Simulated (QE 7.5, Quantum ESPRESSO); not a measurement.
# Notebook: trying to get the cell edge of Nb3Sn with Quantum ESPRESSO

*A first attempt by someone new to these calculations. It holds errors of set-up and of interpretation; a review follows at the end.*

## Background

The number I want to reproduce is the cell edge of cubic Nb3Sn, in what is called the A15 phase. It comes from "Evidence that the upper critical field of Nb3Sn is independent of whether it is cubic or tetragonal" (2011, arXiv:1102.5118). X-ray diffraction gave $a = 5.2882 \pm 0.0002$ Å. The sample was a polycrystalline bulk piece made by hot isostatic pressing, with a final anneal at 1400 °C. It has slightly too little tin, 24.6 at% by EDS, where the formula would need 25. The temperature of the diffraction measurement is not given with the value.

My starting structure is from the Crystallography Open Database and has $a = 5.2821$ Å, which is 0.0061 Å shorter than the measured edge. So the two cells are not the same to begin with.

| compared with | measured | source's wording or label | method |
| --- | --- | --- | --- |
| cell edge a (Å) | 5.2882 ± 0.0002 | a0 of cubic A15 phase | X-ray diffraction |

Conditions are those given with the value in the passage it was taken from; "not stated" means there, and the paper may say more elsewhere. The values are a selection: others, judged unlike or outlying, were left out beforehand.

## Strategy

I want to relax the cell with DFT and compare the edge $a$ with the diffraction value. The model is the cubic cell with 8 atoms, six Nb and two Sn, with no defects. I will also write down the distance between neighbouring Nb atoms, but I have no measured value to put next to it.

My target is to land inside the error bar, so within 0.0002 Å of 5.2882 Å. The experiment states that error, so I think a correct calculation should fall inside it. I will start with PBE because most tutorials use it. If the edge comes out wrong I will change settings or the functional until it fits.

System: Nb3Sn; Pm-3n (No. 223), 8 atoms in the cell used, edges 5.2821, 5.2821, 5.2821 A, angles 90.00, 90.00, 90.00 deg; cell from a published crystal structure; structure from the Crystallography Open Database.

## 1. PBE with the tutorial's k-point

The tutorial I worked through was about a molecule in a box, and it used a single k-point. I am keeping that for Nb3Sn. The cell has only 8 atoms, which is about the size of a small molecule, so one point should be enough, and it will be quick. I expect the edge to come out close to 5.29 Å.

**Run 1.** QE 7.5: PBE, pw.x with GBRV ultrasoft files, cell and atoms relaxed, cutoff 45 Ry, mesh 1x1x1, Fermi-Dirac 0.1 eV, force tolerance 0.015 eV/A, at most 25 steps.

Key lines of the input:
```
&control
   calculation='vc-relax'
   forc_conv_thr=5.8e-04, etot_conv_thr=1e-04, nstep=25, tstress=.true., tprnfor=.true.
/
&system
   ibrav=0, nat=8, ntyp=2
   ecutwfc=45, ecutrho=360
   occupations='smearing', smearing='fd', degauss=0.0073
/
&electrons
   conv_thr=8.0e-09, mixing_beta=0.5, electron_maxstep=100
/
&ions
/
&cell
   press_conv_thr=0.2
/
ATOMIC_SPECIES
Nb 1.0 Nb.gbrv-pbe.upf
Sn 1.0 Sn.gbrv-pbe.upf
CELL_PARAMETERS angstrom
  5.28210000 0.00000000 0.00000000
  0.00000000 5.28210000 0.00000000
  0.00000000 0.00000000 5.28210000
ATOMIC_POSITIONS crystal
Nb   0.25000000 0.00000000 0.50000000
Nb   0.50000000 0.75000000 0.00000000
Nb   0.75000000 0.00000000 0.50000000
... 5 more atoms
K_POINTS automatic
1 1 1 0 0 0
```

Command:
```
OMP_NUM_THREADS=1 mpirun --oversubscribe --bind-to none -np 4 pw.x -in relax.in > relax.out
```

Selected lines of the output:
```
          total   stress  (Ry/bohr**3)                   (kbar)     P=     -120.26
          total   stress  (Ry/bohr**3)                   (kbar)     P=       -0.04
     bfgs converged in   4 scf cycles and   3 bfgs steps
     Total force =     0.000000     Total SCF correction =     0.000000
CELL_PARAMETERS (angstrom)
   5.164562092   0.000000000   0.000000000
```

Converged; 56 s on 4 cores of Intel Xeon at 2.70GHz, shared host.

| quantity | run 1 | measured | deviation |
| --- | --- | --- | --- |
| cell edge a (Å) | 5.1646 | 5.2882 ± 0.0002 | −0.1236 (−2.3 %) |
| Nb-Nb, nearest pair of atom 1 (Å) | 2.582 |  |  |
| volume per atom (Å³) | 17.22 |  |  |

The edge came out at 5.1646 Å, which is 0.1236 Å too short. That is very far outside my error bar of 0.0002 Å.

I looked for something wrong with the run and found nothing. It says converged after 3 BFGS steps, the total force is zero, and the pressure went from -120.26 kbar at the start to almost nothing. With zero force the atoms are where they should be, so the single k-point has done its job. That leaves the functional. I conclude that PBE pulls the atoms in Nb3Sn too close together.

## 2. A functional with longer bonds

I have read that RPBE gives longer bonds than PBE, and longer is what I need. I am keeping the same GBRV files, since they worked. For the k-points I am typing 5x5x5 this time, because an example for a metal had a mesh like that and the first run took only 56 s. I expect RPBE to add about 0.1 Å and bring the edge close to the measured one.

**Run 2.** QE 7.5: RPBE, pw.x with GBRV ultrasoft files made for PBE, cell and atoms relaxed, cutoff 45 Ry, mesh 5x5x5, Fermi-Dirac 0.1 eV, force tolerance 0.015 eV/A.

Key lines of the input, as changed from run 1:
```diff
  &control
-    forc_conv_thr=5.8e-04, etot_conv_thr=1e-04, nstep=25, tstress=.true., tprnfor=.true.
+    forc_conv_thr=5.8e-04, etot_conv_thr=1e-04, nstep=60, tstress=.true., tprnfor=.true.
  &system
+    input_dft='rpbe'
- 1 1 1 0 0 0
+ 5 5 5 0 0 0
```

Command:
```
OMP_NUM_THREADS=1 mpirun --oversubscribe --bind-to none -np 4 pw.x -nk 4 -in relax.in > relax.out
```

Selected lines of the output:
```
     bfgs converged in   4 scf cycles and   3 bfgs steps
     Total force =     0.000000     Total SCF correction =     0.000000
CELL_PARAMETERS (angstrom)
   5.341955680   0.000000000   0.000000000
```

Converged; 2.8 min of wall time.

| quantity | run 2 | measured | deviation |
| --- | --- | --- | --- |
| cell edge a (Å) | 5.3420 | 5.2882 ± 0.0002 | +0.0538 (+1.0 %) |
| Nb-Nb, nearest pair of atom 1 (Å) | 2.671 |  |  |
| volume per atom (Å³) | 19.06 |  |  |

The edge is now 5.3420 Å, which is 0.0538 Å too long. Going from PBE to RPBE has added 0.1774 Å, more than the 0.1 Å I expected. So RPBE does make the bonds longer, but it overdoes it. The nearest Nb-Nb distance went the same way, from 2.582 to 2.671 Å.

The measured edge lies between my two results. I take this to mean that PBE binds Nb3Sn too strongly and RPBE too weakly, and that I need something in the middle.

## 3. PBE with a correction added

I am going back to PBE, because its error should be something a correction can repair. In a tutorial on layered crystals the D3(BJ) correction was switched on to get the distances right, so I am copying that line. I leave the mesh at 5x5x5 since it is already typed in. PBE gave 5.1646 Å, and I expect the correction to bring it up towards 5.29 Å.

**Run 3.** QE 7.5: PBE+D3(BJ), pw.x with GBRV ultrasoft files, cell and atoms relaxed, cutoff 45 Ry, mesh 5x5x5, Fermi-Dirac 0.1 eV, force tolerance 0.015 eV/A.

Key lines of the input, as changed from run 2:
```diff
  &system
-    input_dft='rpbe'
+    vdw_corr='dft-d3', dftd3_version=4
```

Selected lines of the output:
```
          total   stress  (Ry/bohr**3)                   (kbar)     P=      -23.43
     bfgs converged in   3 scf cycles and   2 bfgs steps
CELL_PARAMETERS (angstrom)
   5.257257560   0.000000000   0.000000000
```

Converged; 2.3 min of wall time.

| quantity | run 3 | measured | deviation |
| --- | --- | --- | --- |
| cell edge a (Å) | 5.2573 | 5.2882 ± 0.0002 | −0.0309 (−0.6 %) |
| Nb-Nb, nearest pair of atom 1 (Å) | 2.629 |  |  |
| volume per atom (Å³) | 18.16 |  |  |

The edge is 5.2573 Å, still 0.0309 Å too short, but much better than the 5.1646 Å of plain PBE. The D3 correction has lengthened the edge by 0.0927 Å. So in Nb3Sn it pushes the atoms apart, and it has repaired about three quarters of the PBE error.

For the rest I suspect the starting cell. It has an edge of 5.2821 Å, already shorter than the measured one, and the relaxation went down from there. I think it settles at the first good place it finds, so a start on the short side gives a short answer.

## 4. Starting from a bigger cell

I will blow the starting volume up by 12 % and let the cell come down from above. I am taking D3 out again, so that the correction doesn't push the atoms even further apart in a cell that is already large. The last run was finished after 2 BFGS steps, so I am setting the limit to 2 steps, which saves time. I expect it to stop a little above the earlier PBE result, hopefully near 5.29 Å.

**Run 4.** QE 7.5: PBE, pw.x with GBRV ultrasoft files, cell and atoms relaxed, cutoff 45 Ry, mesh 5x5x5, Fermi-Dirac 0.1 eV, start volume x1.12, force tolerance 0.015 eV/A, at most 2 steps.

Key lines of the input, as changed from run 1:
```diff
  &control
-    forc_conv_thr=5.8e-04, etot_conv_thr=1e-04, nstep=25, tstress=.true., tprnfor=.true.
+    forc_conv_thr=5.8e-04, etot_conv_thr=1e-04, nstep=2, tstress=.true., tprnfor=.true.
  CELL_PARAMETERS angstrom
-   5.28210000 0.00000000 0.00000000
-   0.00000000 5.28210000 0.00000000
-   0.00000000 0.00000000 5.28210000
+   5.48545462 0.00000000 0.00000000
+   0.00000000 5.48545462 0.00000000
+   0.00000000 0.00000000 5.48545462
- 1 1 1 0 0 0
+ 5 5 5 0 0 0
```

Selected lines of the output:
```
     the Fermi energy is    15.2883 ev
!    total energy              =   -1026.14764030 Ry
     Total force =     0.000000     Total SCF correction =     0.000000
          total   stress  (Ry/bohr**3)                   (kbar)     P=     -130.54
     the Fermi energy is    16.5426 ev
!    total energy              =   -1026.19302994 Ry
     Total force =     0.000000     Total SCF correction =     0.000000
          total   stress  (Ry/bohr**3)                   (kbar)     P=      -48.07
     The maximum number of steps has been reached.
```

Not converged; 2.3 min on 4 cores of Intel Xeon at 2.50GHz (Skylake/Cascade Lake), shared host.

This run stopped at the limit of 2 steps, so I have no final edge to write down. The pressure went from -130.54 to -48.07 kbar, while the total force was zero from the beginning.

I read this as the atoms being content in the large cell and only the pressure being wrong. A minus sign should mean that the cell is being squeezed from outside, so 12 % was too much to add. The idea of starting from above still seems right to me, because the force found nothing to complain about.

## 5. A smaller blow-up, without relaxing

I am reducing the extra volume to 8 %. Since the force is zero anyway, there is nothing left for a relaxation to do, so I am changing the calculation to a single point. That also gets rid of the trouble with the step limit. I stay with PBE and the 5x5x5 mesh. I expect the pressure to be close to zero this time, and then I can read off the edge.

**Run 5.** QE 7.5: PBE, pw.x with GBRV ultrasoft files, single point, cutoff 45 Ry, mesh 5x5x5, Fermi-Dirac 0.1 eV, start volume x1.08, force tolerance 0.015 eV/A, at most 25 steps.

Key lines of the input, as changed from run 1:
```diff
  &control
-    calculation='vc-relax'
+    calculation='scf'
- &cell
-    press_conv_thr=0.2
- /
  CELL_PARAMETERS angstrom
-   5.28210000 0.00000000 0.00000000
-   0.00000000 5.28210000 0.00000000
-   0.00000000 0.00000000 5.28210000
+   5.41935837 0.00000000 0.00000000
+   0.00000000 5.41935837 0.00000000
+   0.00000000 0.00000000 5.41935837
- 1 1 1 0 0 0
+ 5 5 5 0 0 0
```

Selected lines of the output:
```
     Total force =     0.000000     Total SCF correction =     0.000000
          total   stress  (Ry/bohr**3)                   (kbar)     P=      -88.10
```

Converged; 44 s on 4 cores of Intel Xeon at 2.70GHz, shared host.

| quantity | run 5 | measured |
| --- | --- | --- |
| cell edge a (Å) | 5.4194 | 5.2882 ± 0.0002 |
| Nb-Nb, nearest pair of atom 1 (Å) | 2.710 |  |
| volume per atom (Å³) | 19.90 |  |

The edge is 5.4194 Å, which is 0.1312 Å too long, and the pressure is -88.10 kbar instead of the zero I expected. The force is zero again, so I count this as a proper PBE result.

Now I have two PBE edges, 5.1646 Å from the small starting cell and 5.4194 Å from the large one. This confirms what I suspected after the D3 run: the answer depends on where the cell starts. The measured edge lies between the two, so the database cell was the better place to start after all, and something else has to make the edge longer.

## 6. Back to the database cell, lower cutoff

I am going back to the starting edge of 5.2821 Å and letting the cell relax again with PBE. The next setting I want to change is the cutoff. A tutorial on silicon used 30 Ry, so I am taking that instead of 45 Ry. As I understand it, a higher cutoff lets the atoms bind more strongly, so a lower one should loosen the bonds a little. I keep the 5x5x5 mesh. I expect the edge to grow from 5.1646 Å to somewhere near 5.29 Å.

**Run 6.** QE 7.5: PBE, pw.x with GBRV ultrasoft files, cell and atoms relaxed, cutoff 30 Ry, mesh 5x5x5, Fermi-Dirac 0.1 eV, force tolerance 0.015 eV/A.

Key lines of the input, as changed from run 2:
```diff
  &system
-    ecutwfc=45, ecutrho=360
+    ecutwfc=30, ecutrho=360
-    input_dft='rpbe'
```

Selected lines of the output:
```
     bfgs converged in   4 scf cycles and   3 bfgs steps
     Total force =     0.000000     Total SCF correction =     0.000000
          total   stress  (Ry/bohr**3)                   (kbar)     P=       -4.47
CELL_PARAMETERS (angstrom)
   5.258245693   0.000000000   0.000000000
```

Converged; 2.1 min of wall time (all steps together).

| quantity | run 6 | measured | deviation |
| --- | --- | --- | --- |
| cell edge a (Å) | 5.2582 | 5.2882 ± 0.0002 | −0.0300 (−0.6 %) |
| Nb-Nb, nearest pair of atom 1 (Å) | 2.629 |  |  |
| volume per atom (Å³) | 18.17 |  |  |

The edge is 5.2582 Å, 0.0300 Å too short. Compared with the 5.1646 Å of my first PBE run it has grown by roughly 0.094 Å, so lowering the cutoff does loosen the bonds, though not as far as 5.29 Å.

It is also almost the same edge as with the D3 correction, which gave 5.2573 Å. I conclude that D3 and a low cutoff do the same job in Nb3Sn: both weaken the binding that PBE makes too strong. The pressure at the end is -4.47 kbar, but the run says converged and the force is zero, so I am keeping this edge as my PBE result.

## Results at a glance

| run | settings | cell edge a (Å) | deviation | cost | status |
| --- | --- | --- | --- | --- | --- |
| 1 | PBE, pw.x with GBRV ultrasoft files, cell and atoms relaxed, cutoff 45 Ry, mesh 1x1x1, at most 25 steps | 5.1646 | −0.1236 (−2.3 %) | 3.8 core-min |  |
| 2 | RPBE, pw.x with GBRV ultrasoft files made for PBE, cell and atoms relaxed, cutoff 45 Ry, mesh 5x5x5 | 5.3420 | +0.0538 (+1.0 %) | 11 core-min |  |
| 3 | PBE+D3(BJ), pw.x with GBRV ultrasoft files, cell and atoms relaxed, cutoff 45 Ry, mesh 5x5x5 | 5.2573 | −0.0309 (−0.6 %) | 9.1 core-min |  |
| 4 | PBE, cell and atoms relaxed, cutoff 45 Ry, mesh 5x5x5, start volume x1.12, at most 2 steps | – |  | 9.1 core-min | not converged |
| 5 | PBE, pw.x with GBRV ultrasoft files, single point, cutoff 45 Ry, mesh 5x5x5, start volume x1.08, at most 25 steps | 5.4194 |  | 2.9 core-min |  |
| 6 | PBE, pw.x with GBRV ultrasoft files, cell and atoms relaxed, cutoff 30 Ry, mesh 5x5x5 | 5.2582 | −0.0300 (−0.6 %) | 8.4 core-min |  |
|  | measured | 5.2882 ± 0.0002 |  |  |  |

## Where I got to

I did not reach my target. The closest edge I have is 5.2582 Å, from PBE with the 30 Ry cutoff. It is 0.0300 Å short of the measured 5.2882 Å, and I wanted to be within 0.0002 Å. PBE with D3 is 0.0309 Å short, so the low cutoff wins and I am writing down 5.2582 Å as my result for Nb3Sn.

What I take from the runs is that PBE binds this compound too strongly, and that either D3 or a lower cutoff loosens it. RPBE loosens it too much. The starting cell matters as well, since the large one gave me 5.4194 Å with zero force.

I still don't understand why the edge won't go the last bit. If I carried on, I would use D3 and the 30 Ry cutoff together, because each of them added about 0.09 Å to my first PBE edge. That might be too much, and then I would go back to the single k-point to shorten it again.

## Reviewer's comments

Further runs made for the review:

| reviewer's run | settings | cell edge a (Å) | deviation | cost |
| --- | --- | --- | --- | --- |
| R1 | PBE, pw.x with GBRV ultrasoft files, cell and atoms relaxed, cutoff 45 Ry, mesh 5x5x5 | 5.3112 | +0.0230 (+0.4 %) | 8.6 core-min |
| R2 | PBE, pw.x with GBRV ultrasoft files, cell and atoms relaxed, cutoff 45 Ry, mesh 7x7x7 | 5.3104 | +0.0222 (+0.4 %) | 13 core-min |
| R3 | PBE, pw.x with GBRV ultrasoft files, cell and atoms relaxed, cutoff 60 Ry, mesh 5x5x5 | 5.3188 | +0.0306 (+0.6 %) | 15 core-min |
| R4 | PBEsol, pw.x with GBRV ultrasoft files, cell and atoms relaxed, cutoff 45 Ry, mesh 5x5x5 | 5.2501 | −0.0381 (−0.7 %) | 7.8 core-min |
|  | measured | 5.2882 ± 0.0002 |  |  |

The notebook records the sample and the starting cell carefully, but its target is arbitrary. The 0.0002 Å is the precision of the diffraction, not the accuracy of a density functional, which is nearer one percent. Changing settings until the edge fits is also wrong: they should be converged first, and the functional judged afterwards.

Run 1 decides most of what follows. Nb3Sn is a metal, and a single k-point cannot sample its bands, however few atoms the cell holds. The starting pressure of -120.26 kbar in a published cell was a warning. The zero force was no reassurance, because symmetry fixes the atoms' positions at any cell size. With a 5x5x5 mesh, PBE gives 5.3112 Å (R1), roughly 0.15 Å longer, for about 5 core-minutes more. PBE therefore makes this cell slightly too long, not too short.

The mesh in run 2 was a good choice: 7x7x7 changes the PBE edge by only 0.0008 Å (R2 against R1). But mesh and functional changed together. RPBE itself adds only about 0.031 Å to R1, not 0.1774 Å, and leads away from the measurement. Using files made for PBE is an approximation that should have been stated.

In run 3, D3 does not push the atoms apart: the gain over run 1, here and again in run 6, came from the finer mesh. It adds attraction and shortens the edge by about 0.054 Å against R1. It is meant for weakly bound systems such as layered crystals, and its use in a dense metal needs justifying. Nor does the short starting cell explain the miss, since run 2 grew from that same cell.

Starting from a larger cell, as in run 4, is a fair test, but two steps could not finish it. The notebook rightly records no final edge. The negative pressure means that the cell is stretched and wants to contract, not that it is squeezed from outside. Run 5 then relaxes nothing: its 5.4194 Å is the edge typed into the input, and -88.10 kbar shows that it is not an equilibrium. It is no evidence that the answer depends on the start. A full relaxation like R1 costs 8.6 core-minutes.

In run 6, the cutoff is a matter of numerical accuracy, not a control on bond strength. Lowering it to 30 Ry shortens the edge by 0.0530 Å against R1, and the final pressure of -4.47 kbar was a sign of the incomplete basis. That the result lies only 0.0300 Å from experiment is chance, as is its agreement with D3. Raising the cutoff to 60 Ry gives 5.3188 Å (R3) for 15 core-minutes. Combining D3 with 30 Ry should shorten the cell further, not lengthen it.

With a proper mesh and a full relaxation, PBE and PBEsol both match the measurement to within one percent: PBE is 0.6 % too long at 60 Ry (R3), and PBEsol 0.7 % too short at 45 Ry (R4). They bracket the measured edge and give no reason to doubt it. Thermal and zero-point expansion, left out here, would reduce PBEsol's miss and increase PBE's. The published starting cell differs from the measured edge by only about 0.1 %, which suggests that sample and temperature matter less than these misses. Most of the remainder therefore probably comes from the functionals.

[Logs are printed without paths, hosts, clocks, repeated set-up lines and the standing remarks that a program may print on its own settings, such as how far it seeks lower states.]

[The runs shown are a pick from a larger set of finished runs; failed, doubtful and other runs were left out of it ahead of writing. So were measured values far from every level or from commonly accepted values, and agreement can look better than it is. Lines of input and output are excerpts and may be shortened.]
